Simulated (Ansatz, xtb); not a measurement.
**Two isomers of C4H3BrNP**

Structure X: `BrC1=NC=PC=C1`, a singlet. Structure Y: `BrC1=PC=CN=C1`, a singlet. Both are isolated molecules in the gas phase, relaxed with r2SCAN-D4/def2-SVP.

X (Å):

```yaml
atoms:
  - { symbol: C, position_ang: [-0.9979, -0.5495, -1.3994] }
  - { symbol: C, position_ang: [-0.9804, -0.7004, -0.0024] }
  - { symbol: C, position_ang: [-0.0291, -0.0433, 0.7682] }
  - { symbol: C, position_ang: [0.8018, 0.8838, -1.5568] }
  - { symbol: Br, position_ang: [-2.3507, -1.5001, -2.3582] }
  - { symbol: N, position_ang: [-0.1781, 0.1801, -2.1219] }
  - { symbol: P, position_ang: [1.2197, 1.0121, 0.1430] }
  - { symbol: H, position_ang: [-1.7288, -1.3442, 0.4687] }
  - { symbol: H, position_ang: [-0.0637, -0.1984, 1.8537] }
  - { symbol: H, position_ang: [1.4221, 1.4549, -2.2644] }
```

Y (Å):

```xyz
10

C    -1.3845    0.6490   -1.1493
C    -0.7309    0.9365    0.0563
C     0.8067   -0.7931   -0.0867
C     0.3596   -1.3077   -1.3044
Br   -2.8360    1.7690   -1.6494
N     0.3003    0.2601    0.5590
P    -0.9656   -0.6623   -2.2285
H    -1.0860    1.7901    0.6516
H     1.6559   -1.2808    0.4128
H     0.8764   -2.1831   -1.7161
```

Which of the two would you expect CCSD(T)/def2-SVP + ΔMP2/def2-TZVPP electronic energies to favour?

Too close to call at this level: CCSD(T)/def2-SVP + ΔMP2/def2-TZVPP gives E(Y) − E(X) = −0.022 eV.

The same difference at several levels:

| level | geometry | E(Y) − E(X) (eV) | departure from the last row (eV) | job, with rough time for the two |
| --- | --- | --- | --- | --- |
| GFN2-xTB | GFN2-xTB | +0.110 | +0.133 | optimisation, 0.12 s |
| HF/STO-3G | GFN2-xTB | +0.013 | +0.035 | single point, 0.38 s |
| r2SCAN-D4/def2-SVP//GFN2-xTB | GFN2-xTB | +0.045 | +0.067 | single point, 3.4 s |
| r2SCAN-D4/def2-SVP | r2SCAN-D4/def2-SVP | +0.045 | +0.067 | optimisation, 22 s |
| HF/def2-SVP | r2SCAN-D4/def2-SVP | −0.042 | −0.020 | part of the CCSD(T) run |
| MP2/def2-SVP | r2SCAN-D4/def2-SVP | +0.001 | +0.023 | part of the CCSD(T) run |
| CCSD(T)/def2-SVP | r2SCAN-D4/def2-SVP | −0.011 | +0.012 | single point |
| CCSD(T)/def2-SVP + ΔMP2/def2-TZVPP | r2SCAN-D4/def2-SVP | −0.022 |  | single point, 49 s |

As drawn, both hold the same kinds of bond in the same numbers.

The largest departure from CCSD(T)/def2-SVP + ΔMP2/def2-TZVPP is that of GFN2-xTB, 0.133 eV. The last row adds to CCSD(T) the change of the MP2 difference between the two basis sets, here −0.012 eV.

With thermal terms from frequencies at re-optimised GFN2-xTB minima (ideal gas, soft modes damped towards free rotors, one conformer each, 298.15 K, 1 atm): the zero-point term adds +0.003 eV; ΔH is −0.018 and ΔG −0.021 eV.

The correlated steps freeze 19 core orbitals; the filled d shell of Br is correlated, in a basis made for valence electrons. Codes used: Ansatz 0.2.0, xtb 6.7.1; the last row on 4 threads of Arm Neoverse V2 on a shared host.

The two isomers are practically degenerate, and the slight lean towards Y does not establish an order. Both are six-membered aromatic azaphosphinines with the same formal bonds, so the large bond-energy terms cancel. What remains is the placement of the heteroatoms: X has N and P in a 1,3 relationship with Br on a carbon next to N, while Y has them 1,4 with Br next to P. Nitrogen draws σ density from carbon and phosphorus gives it up, so both changes alter the ring's polarity; their effects probably largely offset each other.

Geometry is not behind the disagreement in sign, since r2SCAN-D4 gives +0.045 eV on either set of structures. Correlation shifts the Hartree–Fock balance towards X, with MP2 going further than CCSD(T). The similar ring frameworks also leave little thermal preference. Near-equal energies do not imply easy interconversion, which would require rearranging the ring skeleton.
